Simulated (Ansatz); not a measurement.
Abstraction of Cl: CH2ClI + CF3 → CH2I + CClF3

Species: CH2ClI (chloroiodomethane) `ClCI`, singlet; CF3 (trifluoromethyl radical) `F[C](F)F`, doublet; CH2I `[CH2]I`, doublet; CClF3 `FC(F)(F)Cl`, singlet. A radical takes Cl: the energy is the difference in strength between two C–Cl bonds in different surroundings.

Shapes, held fixed at every level: PBE0-D4/def2-TZVP. Programs: Ansatz 0.2.0. The zero-point and thermal change to 298 K, harmonic and unscaled (PBE0-D4/def2-TZVP), is -7.8 kJ/mol.

| level | kind | ΔH(298 K) (kJ/mol) | less CCSD(T)/def2-TZVPP | CPU time (sum over the molecules) |
| --- | --- | --- | --- | --- |
| HF/def2-SVP | Hartree–Fock | -36.2 | -1.7 | – |
| PBE-D4/def2-TZVPP | GGA | -27.2 | +7.3 | 13 s |
| PBE0-D4/def2-TZVPP | global hybrid | -29.5 | +5.0 | 13 s |
| r2SCAN0-D4/def2-TZVPP | global hybrid | -35.5 | -1.0 | 25 s |
| MP2/def2-TZVPP | perturbation theory | -23.5 | +11.0 | – |
| CCSD(T)/def2-SVP | coupled cluster or CI | -40.1 | -5.6 | 11 s |
| CCSD(T)/def2-TZVPP | coupled cluster or CI | -34.5 | 0.0 | 2.3 min |

The highest level, CCSD(T)/def2-TZVPP, gives ΔH(298 K) = -34.5 kJ/mol; the levels span -40.1 to -23.5. The column of differences is taken from that level and isn't an error. No measured value is set beside it here. Open shells run unrestricted unless RO is named. For atoms past krypton def2 sets carry core potentials with scalar relativity. Correlated rows may include outer-core shells of I, which these sets cover unevenly. Times are processor times on shared x86 and Arm servers, and rough.

Chlorine transfer to CF3 is exothermic at every level, with -34.5 kJ/mol at the highest, so the C–Cl bond formed in CClF3 is stronger than the one broken in CH2ClI. The likely reason lies on both sides of the exchange. Losing Cl from CH2ClI leaves a radical centre that an iodine lone pair can stabilise, whereas CF3 is a pyramidal, σ-type radical with a less delocalised unpaired electron. In CClF3, donation from fluorine lone pairs into the C–Cl antibonding orbital coexists with a strongly electron-poor carbon, so bond polarity matters as well as radical stability.

The vibrational term reinforces the exothermicity, probably because stiff bending motions involving hydrogen are exchanged for softer ones of the heavier CClF3 frame. The sign is secure across these methods, but the coupled-cluster value still shifts by 5.6 kJ/mol between the two basis sets, and the closeness of Hartree–Fock in the smaller one probably reflects cancelling errors. The exothermicity doesn't establish that CF3 would take chlorine in preference to the more weakly bound iodine, since that depends on the barriers.
